\section{One-centre electron repulsion integrals of INDO in Slater--Condon parameters}

The INDO method (intermediate neglect of differential overlap; Pople, Beveridge and Dobosh, 1967) drops the product $\phi_\mu\phi_\nu$ of two different basis orbitals in every two-electron integral except those whose four orbitals sit on one atom. For a valence shell of one $s$ and three $p$ orbitals these one-centre integrals reduce to three radial quantities, $F^0$, $G^1$ and $F^2$. This section derives the reduction, shows how it secures invariance under rotation of the axes, and evaluates it for the $2s2p$ shell of nitrogen.

\subsection{Premises and conventions}

(i) The Hamiltonian is non-relativistic, and two electrons interact through $e^2/4\pi\varepsilon_0 r_{12}$. Integrals over real orbitals are written in charge-cloud notation,
\begin{equation}
(\mu\nu|\lambda\sigma)=\frac{e^2}{4\pi\varepsilon_0}\iint \phi_\mu(\mathbf r_1)\phi_\nu(\mathbf r_1)\,\frac{1}{r_{12}}\,\phi_\lambda(\mathbf r_2)\phi_\sigma(\mathbf r_2)\,d^3r_1\,d^3r_2 ,
\end{equation}
which is unchanged by $\mu\leftrightarrow\nu$, by $\lambda\leftrightarrow\sigma$ and by exchange of the two pairs.

(ii) The orbitals have central-field form. With $\mathbf n=\mathbf r/r$ and $a\in\{x,y,z\}$,
\begin{equation}
\phi_s=\frac{R_s(r)}{\sqrt{4\pi}},\qquad \phi_a=R_p(r)\sqrt{\frac{3}{4\pi}}\;n_a ,\qquad \int_0^\infty R^2r^2\,dr=1 ,
\end{equation}
and the three $p$ orbitals share one radial function $R_p$.

(iii) The shell is common: $R_s=R_p$. This premise is used only in the last step, so that its role stays visible.

The radial integral of order $k$ between two radial products $f$ and $g$ is
\begin{equation}
\mathcal R^k[f,g]=\frac{e^2}{4\pi\varepsilon_0}\int_0^\infty\!\!\int_0^\infty f(r_1)\,g(r_2)\,\frac{r_<^{k}}{r_>^{k+1}}\,r_1^2r_2^2\,dr_1dr_2 ,
\label{eq:radial}
\end{equation}
with $r_<$ and $r_>$ the smaller and larger of $r_1,r_2$. The Slater--Condon parameters are $F^k(l,l')=\mathcal R^k[R_l^2,R_{l'}^2]$ and $G^k(l,l')=\mathcal R^k[R_lR_{l'},R_lR_{l'}]$. Superscripts are used throughout. The subscripted parameters of atomic spectroscopy absorb the angular denominators, $F_2=F^2/25$ for $pp$ and $G_1=G^1/3$ for $sp$. Angular brackets denote the average over directions, $\langle A\rangle=(4\pi)^{-1}\int A\,d\Omega$.

\subsection{Separation of radial and angular parts}

The generating function of the Legendre polynomials gives the Laplace expansion
\begin{equation}
\frac1{r_{12}}=\sum_{k=0}^\infty\frac{r_<^k}{r_>^{k+1}}\,P_k(\mathbf n_1\cdot\mathbf n_2).
\end{equation}
Call $B_l(\mathbf n)$ a surface harmonic of degree $l$ if $r^lB_l$ is a homogeneous polynomial of degree $l$ that solves Laplace's equation. Such a function is a linear combination of the $Y_{lm}$ of that $l$. Inserting the addition theorem $P_k(\mathbf n_1\cdot\mathbf n_2)=\frac{4\pi}{2k+1}\sum_mY_{km}(\mathbf n_1)Y_{km}^*(\mathbf n_2)$ and using the orthonormality of the $Y_{lm}$ yields
\begin{equation}
\int P_k(\mathbf n_1\cdot\mathbf n_2)\,B_l(\mathbf n_2)\,d\Omega_2=\delta_{kl}\,\frac{4\pi}{2k+1}\,B_l(\mathbf n_1).
\label{eq:project}
\end{equation}
Take two charge clouds $\rho_1=f(r)A_k(\mathbf n)/4\pi$ and $\rho_2=g(r)B_l(\mathbf n)/4\pi$. The integral over $\Omega_2$ selects the term of order $l$ in the expansion and returns $B_l(\mathbf n_1)/(2l+1)$. The remaining integral over $\Omega_1$ is the average $\langle A_kB_l\rangle$, which vanishes for $k\ne l$. Hence
\begin{equation}
(\rho_1|\rho_2)=\delta_{kl}\,\frac{\langle A_kB_k\rangle}{2k+1}\;\mathcal R^k[f,g].
\label{eq:master}
\end{equation}
Multipoles of different order on one centre do not interact. Every integral follows once the orbital products are resolved into surface harmonics.

\subsection{Multipole content of the orbital products}

The constant 1 has degree 0 and $n_a$ has degree 1. The product $n_an_b$ is not harmonic, because $\nabla^2(x_ax_b)=2\delta_{ab}$. Since $\nabla^2r^2=6$, subtracting $\delta_{ab}r^2/3$ removes this term, and
\begin{equation}
Q_{ab}=n_an_b-\tfrac13\delta_{ab}
\end{equation}
is a surface harmonic of degree 2. The products are therefore
\begin{equation}
\phi_s\phi_s=\frac{R_s^2}{4\pi},\qquad
\phi_s\phi_a=\frac{R_sR_p}{4\pi}\sqrt3\,n_a,\qquad
\phi_a\phi_b=\frac{R_p^2}{4\pi}\left(\delta_{ab}+3Q_{ab}\right).
\label{eq:products}
\end{equation}
An $ss$ product is a monopole, an $sp$ product a dipole, a product of two different $p$ orbitals a quadrupole, and a squared $p$ orbital a monopole plus a quadrupole. No order above $k=2$ occurs, so the Laplace series ends without approximation.

Two angular averages are needed. For a fixed vector $\mathbf u$, choose the polar axis along it and set $t=\cos\theta$. Then $\langle(\mathbf u\cdot\mathbf n)^2\rangle=u^2\,\frac12\int_{-1}^1t^2dt=u^2/3$ and $\langle(\mathbf u\cdot\mathbf n)^4\rangle=u^4\,\frac12\int_{-1}^1t^4dt=u^4/5$. The left sides are the contractions of the fully symmetric tensors $\langle n_an_b\rangle$ and $\langle n_an_bn_cn_d\rangle$ with copies of $\mathbf u$, and a fully symmetric tensor is fixed by this contraction for all $\mathbf u$. The symmetric tensor $\delta_{ab}\delta_{cd}+\delta_{ac}\delta_{bd}+\delta_{ad}\delta_{bc}$ contracts to $3u^4$, so that
\begin{equation}
\langle n_an_b\rangle=\tfrac13\delta_{ab},\qquad
\langle n_an_bn_cn_d\rangle=\tfrac1{15}\left(\delta_{ab}\delta_{cd}+\delta_{ac}\delta_{bd}+\delta_{ad}\delta_{bc}\right).
\end{equation}
In $\langle Q_{ab}Q_{cd}\rangle$ the two cross terms each give $-\delta_{ab}\delta_{cd}/9$ and the constant term gives $+\delta_{ab}\delta_{cd}/9$. With $\frac1{15}-\frac19=-\frac2{45}$,
\begin{equation}
\langle Q_{ab}Q_{cd}\rangle=\tfrac1{15}\left(\delta_{ac}\delta_{bd}+\delta_{ad}\delta_{bc}\right)-\tfrac2{45}\,\delta_{ab}\delta_{cd}.
\label{eq:QQ}
\end{equation}

\subsection{The integrals}

Equation \eqref{eq:master} is now applied to each pair of products in \eqref{eq:products}. Two $ss$ monopoles give $(ss|ss)=F^0(s,s)$. An $ss$ monopole sees only the monopole part of a $pp$ product, so $(ss|ab)=\delta_{ab}F^0(s,p)$. A dipole has no partner of equal order in an $ss$ or $pp$ product, so $(ss|sa)=0$ and $(sa|bc)=0$. Two dipoles give
\begin{equation}
(sa|sb)=\frac{3\langle n_an_b\rangle}{3}\,G^1(s,p)=\tfrac13\,\delta_{ab}\,G^1(s,p).
\end{equation}
Two $pp$ products interact through $k=0$ and $k=2$, the latter with the factor $3\cdot3/5$:
\begin{equation}
(ab|cd)=\delta_{ab}\delta_{cd}F^0(p,p)+\tfrac95\langle Q_{ab}Q_{cd}\rangle F^2(p,p).
\end{equation}
With $\frac95\cdot\frac1{15}=\frac3{25}$ and $\frac95\cdot\frac2{45}=\frac2{25}$, Eq.~\eqref{eq:QQ} gives
\begin{equation}
(ab|cd)=\left[F^0(p,p)-\tfrac2{25}F^2\right]\delta_{ab}\delta_{cd}+\tfrac3{25}F^2\left(\delta_{ac}\delta_{bd}+\delta_{ad}\delta_{bc}\right),
\label{eq:tensor}
\end{equation}
where $F^2\equiv F^2(p,p)$. For $(xx|xx)$ all three products of deltas equal one, and the coefficient of $F^2$ is $(-2+6)/25$. For $(xx|yy)$ only the first survives, and for $(xy|xy)$ only $\delta_{ac}\delta_{bd}$. An integral in which some axis appears an odd number of times, such as $(xx|xy)$ or $(xy|xz)$, is zero.

Up to here the shell has five independent parameters: $F^0(s,s)$, $F^0(s,p)$, $F^0(p,p)$, $G^1$ and $F^2$. Premise (iii) makes the three $F^0$ the same integral, and the INDO set results:
\begin{align}
(ss|ss)=(ss|xx)&=F^0, & (sx|sx)&=\tfrac13G^1,\nonumber\\
(xx|xx)&=F^0+\tfrac4{25}F^2, & (xx|yy)&=F^0-\tfrac2{25}F^2,\nonumber\\
(xy|xy)&=\tfrac3{25}F^2 . &&
\label{eq:result}
\end{align}
The common $F^0$ is the one-centre Coulomb parameter $\gamma_{AA}$ of the method. Four orbitals form 10 distinct products and these form 55 distinct integrals. The non-zero ones are one $(ss|ss)$, three $(ss|aa)$, three $(aa|aa)$, three $(aa|bb)$, three $(sa|sa)$ and three $(ab|ab)$, 16 in all; the other 39 vanish by symmetry. Every surviving integral has the Coulomb form $(\mu\mu|\nu\nu)$ or the exchange form $(\mu\nu|\mu\nu)$, so keeping these two types discards nothing on one centre in an $s,p$ basis.

Two consequences serve as controls. The average of $(aa|bb)$ over all nine pairs is $F^0+(3\cdot4-6\cdot2)F^2/(9\cdot25)=F^0$, as it must be, since $\sum_a\phi_a^2$ is spherical. Also, with a common radial function all three parameters integrate the same positive weight against a kernel that loses a factor $r_</r_><1$ with each step in $k$, so that $F^0>G^1>F^2>0$.

\subsection{The rotational condition}

Write $J=(xx|xx)$, $J'=(xx|yy)$ and $K=(xy|xy)$, and treat them for the moment as three free numbers, as a parametrisation might. Rotate the axes about $z$, so that $\phi_{x'}=\phi_x\cos\theta+\phi_y\sin\theta$ and $\phi_{x'}^2=\phi_x^2\cos^2\theta+\phi_y^2\sin^2\theta+2\phi_x\phi_y\sin\theta\cos\theta$. The terms $(xx|xy)$ and $(yy|xy)$ vanish by reflection symmetry, and
\begin{equation}
(x'x'|x'x')=J(\cos^4\theta+\sin^4\theta)+(2J'+4K)\sin^2\theta\cos^2\theta .
\end{equation}
With $\cos^4\theta+\sin^4\theta=1-2\sin^2\theta\cos^2\theta$ and $\sin^2\theta\cos^2\theta=\frac14\sin^22\theta$ this becomes
\begin{equation}
(x'x'|x'x')=J-\tfrac12\left(J-J'-2K\right)\sin^22\theta .
\label{eq:rot}
\end{equation}
The self-repulsion of a $p$ orbital cannot depend on its direction, so it is necessary that
\begin{equation}
(xx|xx)-(xx|yy)=2\,(xy|xy).
\label{eq:cond}
\end{equation}
The condition is also sufficient. If it holds, the $pp$ integrals can be written $J'\delta_{ab}\delta_{cd}+K(\delta_{ac}\delta_{bd}+\delta_{ad}\delta_{bc})$, and each product of two Kronecker deltas keeps its form under any orthogonal transformation of the axes. The set \eqref{eq:result} obeys \eqref{eq:cond} identically, both sides being $6F^2/25$, for any value of $F^2$. An empirical $F^2$ can therefore replace the computed one without loss of invariance. Two standard choices are special cases. CNDO sets $K=0$ and is then forced to $J=J'$. The MNDO family treats $J$ and $J'$ as parameters and must take $K=(J-J')/2$. A scheme that kept $J-J'=6F^2/25$ but dropped $K$ would, by \eqref{eq:rot}, lower the self-repulsion by $3F^2/25$ on a rotation through $45^\circ$.

\subsection{Where the integrals act}

In the spin-unrestricted equations, with density matrices $P^\alpha$, $P^\beta$ and $P=P^\alpha+P^\beta$, the one-centre two-electron part of the Fock matrix of atom $A$ is $\sum_{\lambda\sigma\in A}[P_{\lambda\sigma}(\mu\nu|\lambda\sigma)-P^\alpha_{\lambda\sigma}(\mu\lambda|\nu\sigma)]$. For $\mu=\nu$ only $\lambda=\sigma$ meets a non-zero integral. For $\mu\ne\nu$ only the pairs $(\lambda,\sigma)=(\mu,\nu)$ and $(\nu,\mu)$ do. Thus
\begin{align}
F^{\alpha,A}_{\mu\mu}&=\sum_{\lambda\in A}\left[P_{\lambda\lambda}(\mu\mu|\lambda\lambda)-P^\alpha_{\lambda\lambda}(\mu\lambda|\mu\lambda)\right],\nonumber\\
F^{\alpha,A}_{\mu\nu}&=\left(2P_{\mu\nu}-P^\alpha_{\mu\nu}\right)(\mu\nu|\mu\nu)-P^\alpha_{\mu\nu}(\mu\mu|\nu\nu).
\end{align}
Subtracting the $\beta$ element and writing $\rho=P^\alpha-P^\beta$ gives, for the $s$ orbital,
\begin{equation}
F^\alpha_{ss}-F^\beta_{ss}=-\rho_{ss}F^0-\tfrac13G^1\sum_a\rho_{aa}.
\label{eq:spin}
\end{equation}
The $G^1$ term lets an unpaired electron in a $p$ orbital polarise the $s$ orbital of its atom, an effect absent from CNDO.

The exchange integral $K$ fixes the terms of the configuration $2s^22p^3$. The filled $2s$ shell adds $2F^0-G^1/3$ per $p$ electron in every state and drops out of the intervals. The 20 determinants separate by $M_S$ and by parity under the three reflections $x\to-x$, $y\to-y$, $z\to-z$. For the occupation $xyz$ and $M_S=\frac12$ there are three determinants, labelled by the orbital that holds the $\beta$ spin. Each contains three Coulomb pairs and one pair of parallel spins, so the diagonal element is $3J'-K$. Two determinants differ by an interchange of spins between two orbitals, and the Slater rules give the element $-K$. The matrix is $3J'\mathbf 1-K\mathbf U$, with $\mathbf U$ the $3\times3$ matrix of ones, whose eigenvalues are $3,0,0$. The symmetric state, at $3J'-3K$, is the $M_S=\frac12$ component of ${}^4S$; the other two are doublets at $3J'$.

The determinants $x^2y$ and $z^2y$ form a second block. The diagonal element is $J+2J'-K$, and the transfer of the electron pair between $x$ and $z$ has the element $(xz|xz)=K$. The sum lies at $J+2J'$ and the difference at $J+2J'-2K$. The sum is unchanged by rotations about $y$ and is the $y$ component of ${}^2P$. Three such blocks supply the three components of ${}^2P$ and three further doublets, which together with the two found above make up the five components of ${}^2D$. These five are degenerate only if $J+2J'-2K=3J'$, which is condition \eqref{eq:cond} again. With $J=J'+2K$,
\begin{equation}
E({}^2D)-E({}^4S)=3K=\tfrac9{25}F^2,\qquad E({}^2P)-E({}^4S)=5K=\tfrac{15}{25}F^2 .
\label{eq:terms}
\end{equation}

\subsection{Radial integrals for a $2s2p$ Slater shell}

Nodeless Slater orbitals with $n=2$ and one exponent satisfy premise (iii): $R^2r^2=(2\zeta)^5r^4e^{-2\zeta r}/4!$. The regions $r_1<r_2$ and $r_1>r_2$ of \eqref{eq:radial} contribute equally. With $v=2\zeta r_<$ and $w=2\zeta r_>$,
\begin{equation}
\mathcal R^k=\frac{e^2}{4\pi\varepsilon_0}\,\frac{2\cdot2\zeta}{(4!)^2}\,I_k=\frac{e^2\zeta}{4\pi\varepsilon_0}\,\frac{I_k}{144},\qquad
I_k=\int_0^\infty v^{4+k}e^{-v}\int_v^\infty w^{3-k}e^{-w}\,dw\,dv .
\end{equation}
Repeated integration by parts gives the inner integral as $(3-k)!\,e^{-v}\sum_{j=0}^{3-k}v^j/j!$, and $\int_0^\infty v^me^{-2v}dv=m!/2^{m+1}$ then gives
\begin{equation}
I_k=(3-k)!\sum_{j=0}^{3-k}\frac{(4+k+j)!}{j!\,2^{5+k+j}},\qquad I_0=\frac{837}{16},\quad I_1=\frac{555}{16},\quad I_2=\frac{405}{16}.
\end{equation}
In units of $e^2\zeta/4\pi\varepsilon_0$ the parameters are
\begin{equation}
F^0=\frac{93}{256},\qquad G^1=\frac{185}{768},\qquad F^2=\frac{45}{256}.
\label{eq:slater}
\end{equation}

\subsection{Range of validity}

The angular coefficients $\frac13$, $\frac4{25}$, $-\frac2{25}$, $\frac3{25}$ and condition \eqref{eq:cond} are exact for any central-field $s,p$ set obeying (i) and (ii). The limits lie elsewhere. The sizes quoted below are those of the nitrogen model of the next subsection, in which $J-J'=2.24$ eV is the effect under study.

The equality of the three $F^0$ rests on (iii) alone. Since $F^0\propto\zeta$, raising the $s$ exponent by an illustrative 5 per cent and lowering the $p$ exponent by as much separates $F^0(s,s)$ from $F^0(p,p)$ by $0.1F^0=1.9$ eV, which rivals $J-J'$. A true $2s$ orbital also has a node. A $1s$ Slater orbital with the approximate exponent $6.70/a_0$, $a_0$ being the Bohr radius, overlaps the nodeless $2s$ function by 0.23. Orthogonalising the $2s$ function to it and integrating \eqref{eq:radial} directly gives $F^0(s,s)=18.8$ eV, lower by 0.5 eV. Differences of this kind leave rotational invariance intact and are accommodated by returning to five parameters. In the third and later rows, where valence $s$ orbitals are typically more compact than $p$, premise (iii) is weaker.

The statement that only Coulomb and exchange forms survive fails with $d$ orbitals. The product of $s$ and $d_{z^2}$ is a quadrupole that interacts with $Q_{zz}$, so $(s\,d_{z^2}|zz)\ne0$, and such integrals must be kept for invariance. Premise (ii) excludes radial functions that depend on direction, spin or term, and (i) excludes spin--orbit coupling, which is small against $K$ for nitrogen but not for heavy $p$-block atoms.

Equation \eqref{eq:terms} assumes a single configuration. Within the same basis, $2s^22p^3\,{}^2P$ mixes with $2p^5\,{}^2P$. Each of $s^2x^2y$ and $s^2z^2y$ couples to $x^2z^2y$ by pair transfer with element $G^1/3$, so the normalised sum couples with $V=\sqrt2\,G^1/3=6.03$ eV and the difference does not couple. For an assumed gap $\Delta$ of about 25 eV between the two configurations, the $2\times2$ problem lowers ${}^2P$ by $\sqrt{\Delta^2/4+V^2}-\Delta/2=1.4$ eV, more than half of the ${}^2P$--${}^2D$ interval $2K$. The terms ${}^4S$ and ${}^2D$ have no partner in $2p^5$, so the ${}^2D$--${}^4S$ interval is the cleaner guide to $F^2$.

\subsection{Numerical illustration: nitrogen}

Slater's screening rules supply an approximate exponent as input. The effective charge is $7-2(0.85)-4(0.35)=3.90$, so $\zeta=1.95/a_0=3.685$ \AA$^{-1}$. With $e^2/4\pi\varepsilon_0=14.400$ eV\,\AA{} the energy unit is $e^2\zeta/4\pi\varepsilon_0=53.06$ eV, and \eqref{eq:slater} gives $F^0=19.28$ eV, $G^1=12.78$ eV and $F^2=9.33$ eV. The integrals of the model follow from \eqref{eq:result}.
\begin{center}
\begin{tabular}{lll}
\hline
integral & expression & model value (eV)\\
\hline
$(ss|ss)=(ss|xx)$ & $F^0$ & 19.28\\
$(sx|sx)$ & $G^1/3$ & 4.26\\
$(xx|xx)$ & $F^0+4F^2/25$ & 20.77\\
$(xx|yy)$ & $F^0-2F^2/25$ & 18.53\\
$(xy|xy)$ & $3F^2/25$ & 1.12\\
\hline
\end{tabular}
\end{center}
The rotational condition reads $20.77-18.53=2.24=2\times1.12$. For a nitrogen site whose unpaired electron lies wholly in one $2p$ orbital, an idealised picture of a nitrogen dangling bond in silicon nitride, Eq.~\eqref{eq:spin} with $\rho_{zz}=1$ and $\rho_{ss}=0$ places the $\alpha$ diagonal element of the $2s$ orbital 4.26 eV below the $\beta$ element in this model. For the free atom, \eqref{eq:terms} puts the model's ${}^2D$ term 3.4 eV and its single-configuration ${}^2P$ term 5.6 eV above ${}^4S$.

These numbers belong to the Slater-orbital model, and its exchange quantities are too large: as typical knowledge, the two terms of nitrogen lie near 2.4 and 3.6 eV, so the model overshoots by roughly 40 and 55 per cent, and its $G^1$ exceeds values typical of spectroscopic fits by about a third. A single exponential lacks the diffuse tail of the $2p$ orbital, and correlation outside the valence basis reduces the intervals further. For this reason INDO computes only $F^0$ from Slater orbitals and takes $G^1$ and $F^2$ from atomic spectra, a substitution that changes the radial factors in \eqref{eq:result} and leaves its angular coefficients and the rotational condition untouched.